Worked problem: g-factor and spin-dependent mass of the dense electron gas

PROBLEM

3D jellium, T → 0, density parameter r_s = 0.5, defined by 1/n = (4π/3)(r_s a₀)³.

Conventions. e² stands for e²/4πε₀. m is the bare electron mass. The field B acts on the spin only; orbital effects are switched off. s = ↑ (+1) is the majority spin, whose Zeeman energy is −gμ_B B/2; s = ↓ (−1) is the minority. ζ = (n↑ − n↓)/n. α = (4/9π)^(1/3), so k_F a₀ = 1/(α r_s). ν denotes a density of states per spin and per volume.

Constants: a₀ = 0.529177 Å, e² = 14.3996 eV Å, ħ²/m = 7.61996 eV Å², k_B = 8.61733×10⁻⁵ eV/K, μ_B = 5.78838×10⁻⁵ eV/T, g = 2.0023.

(a) Find n, k_F, ε_F, T_F, k_TF.
(b) At ζ = 0 find g*/g, m*/m and χ/χ₀ to first order in r_s, logarithm included. Give the quasiparticle spin splitting at B = 10 T.
(c) At ζ = 0.5 and the same n find m↑/m and m↓/m, and the heat capacity per electron at 300 K.
(d) Find the Zeeman energy that holds ζ = 0.5.
(e) Size the neglected terms and state how many figures survive.

SOLUTION

1. Scales (part a)

α = 0.52106, α r_s = 0.26053.
n = 3/[4π(0.5 × 0.529177 Å)³] = 12.89 Å⁻³.
k_F = 1/(α r_s a₀) = 7.253 Å⁻¹.
ε_F = ħ²k_F²/2m = 200.4 eV, T_F = ε_F/k_B = 2.326×10⁶ K.
ν₀ = m k_F/(2π²ħ²) = 0.04822 eV⁻¹ Å⁻³.
k_TF² = 4πe²·2ν₀ = 4k_F/(π a₀) = 17.45 Å⁻², k_TF = 4.178 Å⁻¹.

Two small numbers run the problem:
x = k_TF²/4k_F² = α r_s/π = 0.08293,
λ = 1/(2π k_F a₀) = α r_s/2π = x/2 = 0.04146.
ln(1/x) = 2.4898.

The gas is much denser than the valence electrons of simple metals (r_s typically 2 to 6). All results are the jellium model's. Relativity is negligible: v_F/c = 0.028 and (v_F/c)²/2 = 4×10⁻⁴. Four decimals are carried below so that cancellations can be followed; section 6 cuts them back.

2. Why the formulas hold

Landau function. f_ss′(θ) = δ²(E/V)/δn_ks δn_k′s′ for two states on the Fermi surface at angle θ, the occupation changes δn being counted per volume, so that f is in eV Å³. First order in e²: exchange only, parallel spins only, f_ss = −4πe²/q², f↑↓ = 0, with q = 2k_s sin(θ/2). Angular averages of 1/q² diverge logarithmically at q → 0. Ring diagrams cut the divergence. Both states lie at the chemical potential of their spin, so no energy is transferred and the screening is static; it matters only at q ≲ κ ≪ k_s, where the polarisability is the constant ν↑ + ν↓. Hence

(1) f_ss(θ) = −W(q), W(q) = 4πe²/(q² + κ²), κ² = 4πe²(ν↑ + ν↓), f↑↓ ≈ 0.

Left out of (1): the q-dependence of the polarisability, the change of W with the occupations (two W lines; it gives f↑↓ ≠ 0), vertex corrections. By power counting they enter νf at second order in x, times logarithms. So (1) fixes the x ln x term and the x term.

Averages. Put u = sin²(θ/2). Then cos θ = 1 − 2u, the solid-angle average is ∫₀¹ du, and q² = 4k_s² u. With ν_s = m k_s/(2π²ħ²), x_s = κ²/4k_s², λ_s = 1/(2π k_s a₀):
ν_s W = λ_s/(u + x_s),

(2) ν_s⟨W⟩ = λ_s ln(1 + 1/x_s),
(3) ν_s⟨W cos θ⟩ = λ_s b(x_s), b(x) = (1 + 2x) ln(1 + 1/x) − 2.

For x → 0: ln(1 + 1/x) → ln(1/x), b → ln(1/x) − 2.

Mass. Boost the whole liquid. Galilean invariance gives
ħk_s/m = v_s + Σ_s′ ν*_s′ v_s′ ⟨f_ss′ cos θ⟩, with v_s = ħk_s/m_s.
The product ν*v = k²/(2π²ħ) holds no mass. With (1) only s′ = s contributes:

(4) m/m_s = 1 + λ_s b(x_s), or ħv_s = ħ²k_s/m + (e²/2π) b(x_s).

The second form uses λ_s ħ²k_s/m = e²/2π. The same result is the slope at k = k_s of the screened-exchange energy Σ_s(k) = −∫_{k′<k_s} d³k′/(2π)³ W(|k − k′|), taken at fixed κ. Expanded to first order:

(5) m_s/m = 1 + [ln(κ²/4k_s²) + 2]/(2π k_s a₀).

With k_s = k_F(1 ± ζ)^(1/3) and ν_s ∝ k_s:

(6) κ² = (k_TF²/2)[(1 + ζ)^(1/3) + (1 − ζ)^(1/3)].

m_s is the mass of spin s at its own Fermi radius k_s. At ζ = 0:

(7) m*/m = 1 + (α r_s/2π)[ln(α r_s/π) + 2] = 1 + 0.0829 r_s (ln r_s + 0.203),

the high-density heat-capacity correction of Gell-Mann (1957).

g-factor. Define g* by the shift of the quasiparticle energy at fixed k on the Fermi surface, δε_s = −s g*μ_B B/2. A common chemical potential then requires δn_s = s ν* g*μ_B B/2. The shift is the bare Zeeman term plus the exchange feedback:
δε_s = −s gμ_B B/2 + Σ_s′ ⟨f_ss′⟩ δn_s′ = −s gμ_B B/2 + s F₀ᵃ g*μ_B B/2,
with F₀ᵃ = ν*⟨f↑↑ − f↑↓⟩. So

(8) g*/g = 1/(1 + F₀ᵃ), F₀ᵃ = −(m*/m) λ ln(1 + 1/x),

and to first order

(9) g*/g = 1 + (α r_s/2π) ln(π/α r_s).

Physical reading: the field adds majority electrons, each lowers the majority energy by exchange, the splitting grows.

Susceptibility. n↑ − n↓ = ν* g*μ_B B, so χ/χ₀ = (m*/m)(g*/g), χ₀ being the free Pauli value. From (4) and (8), χ₀/χ = m/m* − ν₀⟨W⟩ = 1 − ν₀⟨W(1 − cos θ)⟩. The factor 1 − cos θ = 2u removes the small-angle region that makes the logarithm:

(10) χ₀/χ = 1 − x + x² ln(1 + 1/x) in model (1),
(11) χ/χ₀ = (m*/m)(g*/g) = 1 + α r_s/π to first order.

Independent route to (11): χ₀/χ is the ratio of the curvatures ∂²ε/∂ζ² at ζ = 0 of the energy per electron with and without interaction. Kinetic part (3/10)ε_F[(1 + ζ)^(5/3) + (1 − ζ)^(5/3)], curvature 2ε_F/3. Bare exchange −(3e²k_F/8π)[(1 + ζ)^(4/3) + (1 − ζ)^(4/3)], curvature −e²k_F/3π. Ratio −1/(π k_F a₀) = −x. No screening is needed, hence no logarithm at first order.

Caution. g* is a thermodynamic quantity. Spin resonance in a uniform field stays at gμ_B B, since the Coulomb interaction commutes with the total spin (Larmor theorem).

3. Unpolarised gas (part b)

With units:
4πe²/4k_F² = 0.8598 eV Å³,
⟨W⟩ ≈ 0.8598 eV Å³ × 2.4898 = 2.141 eV Å³,
−F₀ᵃ ≈ ν₀⟨W⟩ = 0.04822 eV⁻¹ Å⁻³ × 2.141 eV Å³ = 0.1032.

g*/g = 1.1032, g* = 2.21.
m*/m = 1 − 0.04146 × 0.4898 = 1 − 0.0203 = 0.9797.
χ/χ₀ = 1 + 0.1032 − 0.0203 = 1.0829 = 1 + x.
The literal product 1.1032 × 0.9797 = 1.0808 differs from 1.0829 by a cross term of second order.
Curvature route: 2ε_F/3 = 133.6 eV, e²k_F/3π = 11.08 eV, ratio 0.0829.

At B = 10 T:
bare splitting gμ_B B = 1.159 meV = 13.45 K × k_B,
quasiparticle splitting g*μ_B B = 1.28 meV = 14.8 K × k_B, of which 0.12 meV is exchange,
induced polarisation ζ = (3gμ_B B/4ε_F)(χ/χ₀) = 4.7×10⁻⁶.
A real field would also quantise the orbits, with ħeB/m = 2μ_B B, as large as the spin splitting. It is excluded by the convention above.

4. Polarised gas, ζ = 0.5 (part c)

n↑ = 0.75 n = 9.666 Å⁻³, n↓ = 0.25 n = 3.222 Å⁻³.
1.5^(1/3) = 1.1447, 0.5^(1/3) = 0.7937, half-sum 0.9692.
k↑ = 8.303 Å⁻¹, k↓ = 5.757 Å⁻¹.
κ² = 17.45 Å⁻² × 0.9692 = 16.91 Å⁻², κ = 4.113 Å⁻¹.
Both spins screen, so κ is common and barely moves. Only like spins exchange, so k_s is private.

Majority:
x↑ = 0.06134, ln x↑ = −2.791, λ↑ = 0.03622.
ħ²k↑/m = 63.27 eV Å. With e²/2π = 2.292 eV Å the exchange slope is 2.292 eV Å × 0.791 = 1.814 eV Å.
m↑/m = 1 − 1.814/63.27 = 1 − 0.0287 = 0.9713.

Minority:
x↓ = 0.1276, ln x↓ = −2.059, λ↓ = 0.05224.
ħ²k↓/m = 43.87 eV Å. Exchange slope 2.292 eV Å × 0.059 = 0.135 eV Å.
m↓/m = 1 − 0.135/43.87 = 1 − 0.0031 = 0.9969.

(m↓ − m↑)/m = 0.0256 from (5).

The bracket ln x_s + 2 vanishes at x_s = exp(−2) = 0.1353. x↓ lies just below. The tiny minority shift is this near-cancellation, not a sign of weak interaction.

Two trends compete in (5). The minority has the larger prefactor (λ_s ∝ 1/k_s) but the smaller logarithm. For r_s → 0 the prefactor wins and the minority is lighter. At ζ = 0.5, (5) gives m↑ = m↓ at r_s = 0.10; above that the minority is heavier.

Heat capacity. C/N = (π²/3)k_B² T Σ_s ν_s (m_s/m)/n. T/T_F = 1.3×10⁻⁴ at 300 K, fully degenerate. Free gas at ζ = 0.5: C/N = (π²/2)k_B (T/T_F) × 0.9692 = 6.17×10⁻⁴ k_B. Interaction factor (k↑m↑ + k↓m↓)/[m(k↑ + k↓)]; since λ_s k_s is the same for both spins it equals
1 + [ln x↑ + ln x↓ + 4]/[2π a₀(k↑ + k↓)] = 0.9818.
C/N = 6.06×10⁻⁴ k_B at fixed ζ.

5. Zeeman energy for ζ = 0.5 (part d)

Equilibrium: gμ_B B = μ↑ − μ↓, with μ_s = ∂E/∂N_s at B = 0. Kinetic plus first-order exchange:
μ_s = ħ²k_s²/2m − e²k_s/π.
Kinetic difference: ε_F[1.5^(2/3) − 0.5^(2/3)] = 200.4 eV × 0.6804 = 136.4 eV.
Exchange difference: (e²/π)(k↑ − k↓) = 4.584 eV Å × 2.546 Å⁻¹ = 11.67 eV.
gμ_B B = 124.7 eV, B = 1.1×10⁶ T.

The fractional reduction is 2/[π a₀(k↑ + k↓)] = 0.0856. It tends to x at ζ → 0: the finite-ζ form of (11), again free of logarithms. Consistency with screening: 
Σ_s(k_s) = −(e²k_s/π)[1 − 2√x_s arctan(1/√x_s) + x_s ln(1 + 1/x_s)] = −e²k_s/π + e²κ/2 + …
The leading screening term e²κ/2 is the same for both spins and drops out of the difference.

Such a field is far outside the laboratory, and its orbital effect would not be small. ζ = 0.5 is to be read as a constraint on N↑ − N↓.

6. What the expansion drops (part e)

Test A: keep (4), (8), (10) unexpanded. This retains some second-order terms, not all. It measures their size.

ζ = 0: ln(1 + 1/x) = 2.5694, b = 0.9956, λb = 0.0413, λ ln(1 + 1/x) = 0.1065, F₀ᵃ = −0.1023, χ₀/χ = 0.9347.
↑: b = 1.2006, λ↑b = 0.0435.
↓: b = 0.7351, λ↓b = 0.0384.

quantity        first order    model (1) unexpanded
g*/g            1.1032         1.1140
m*/m            0.9797         0.9604
χ/χ₀            1.0829         1.0698
m↑/m            0.9713         0.9583
m↓/m            0.9969         0.9630
(m↓ − m↑)/m     0.0256         0.0047
C factor        0.9818         0.9602

The dropped piece of b is 2x ln(1/x) + x + … Multiplied by λ_s and summed to all orders in x_s it shifts m/m_s by 0.0210 (ζ = 0), 0.0148 (↑), 0.0353 (↓). Against first-order effects of 0.0203, 0.0287, 0.0031 this is as large, half as large, and an order of magnitude larger. In the unexpanded model m↑ = m↓ moves to r_s = 0.21, and C/N = 5.92×10⁻⁴ k_B.

Test B: the exact x² ln x term of χ₀/χ. The logarithm of the correlation energy per electron comes from the second-order ring term
−(ħ/4πn) ∫d³q/(2π)³ ∫₀^∞ dω (4πe²/q²)² Π(q, iω)².
At small q, with ω = q v_F w and z_s = (1 ± ζ)^(1/3), Π = ν₀ Σ_s [z_s − w arctan(z_s/w)]. The q-integral is ∫dq/q from about κ to about 2k_F, i.e. −(1/2) ln x. Result:
ε_c ≈ (3E_h/4π³) J(ζ) ln x, J = ∫₀^∞ dw {Σ_s [z_s − w arctan(z_s/w)]}², E_h = e²/a₀ = 27.21 eV.
J(0) = 4π(1 − ln 2)/3. Expanding in ζ: J = J(0) − (8ζ²/9) ∫₀^∞ dw [1 − w arctan(1/w)]/(1 + w²)² = J(0) − πζ²/9.
Curvature: (E_h/6π²) ln(1/x) = 1.14 eV. Divide by 2ε_F/3 = E_h/(3π²x²):

(12) χ₀/χ = 1 − x + (x²/2) ln(1/x) + O(x²).

Numbers: (x²/2) ln(1/x) = 0.0086, and (12) inverted gives χ/χ₀ = 1.0803. Exchange alone, 1/(1 − x), gives 1.0904. The x² term without logarithm is not computed here; its scale is x² = 0.0069. Model (10) has coefficient 1 where (12) has 1/2. So the unexpanded column is not correct at second order either, and terms of scale x² ln(1/x) = 0.017 are uncontrolled in both columns. In part (d) the same correlation term, 2∂ε_c/∂ζ in its small-ζ form, raises gμ_B B by about 1.1 eV.

What survives at r_s = 0.5 (jellium values):
g*/g ≈ 1.1 (1.10 to 1.11 in the two columns); enhancement about 10 per cent.
χ/χ₀ ≈ 1.08, uncertain by about 0.01.
m*/m: 0.96 to 0.98; the reduction is known only within a factor of two.
m↑/m: 0.96 to 0.97. m↓/m: 0.96 to 1.00.
m↓ − m↑: positive in both columns, but 0.0256 m against 0.0047 m, with uncontrolled terms of scale 0.017 m. Neither size nor sign is established at this density.
C/N ≈ 6×10⁻⁴ k_B at 300 K. gμ_B B ≈ 125 eV, with the correlation shift of about 1 eV not included.

Pattern: g* is a plain average of W, a single positive logarithm, and is fairly stable. The mass is a difference, ln(1/x) − 2, which is small when ln(1/x) is 2 to 3, so corrections that are modest against the logarithm are large against the difference.

7. The 2D analogue

Single valley, n = 1/(π r_s² a₀²), k_F a₀ = √2/r_s, W = 2πe²/(q + κ₂), κ₂ = 2/a₀. With y = κ₂/2k_F = r_s/√2: F^s(θ) = F^a(θ) = −(1/2) y/(y + sin(θ/2)), 0 < θ < 2π. Average:
−F₀ᵃ = (y/π) ∫₀^(π/2) dφ/(y + sin φ) = (y/π)(1 − y²)^(−1/2) ln[(1 + √(1 − y²))/y] → (y/π) ln(2/y).
So g*/g = 1 + (r_s/√2π) ln(2√2/r_s), or 1 + (r_s/√2π) ln(1/r_s) to leading logarithm (√2π means √2 × π). The mass is m*/m = 1 + ⟨F^s cos θ⟩ = 1 − (y/π)[ln(2/y) − 2], using cos θ = 1 − 2 sin²(θ/2) and ⟨sin(θ/2)⟩ = 2/π. The logarithm cancels again: (m*/m)(g*/g) = 1 + √2 r_s/π. At r_s = 0.5, y = 0.3536: the leading logarithm gives g*/g = 1.078, the form with the constant 1.195, and the product is 1.225. The constant ln 2√2 outweighs ln(1/r_s) there, so the leading-logarithm form is of use only for r_s ≪ 1.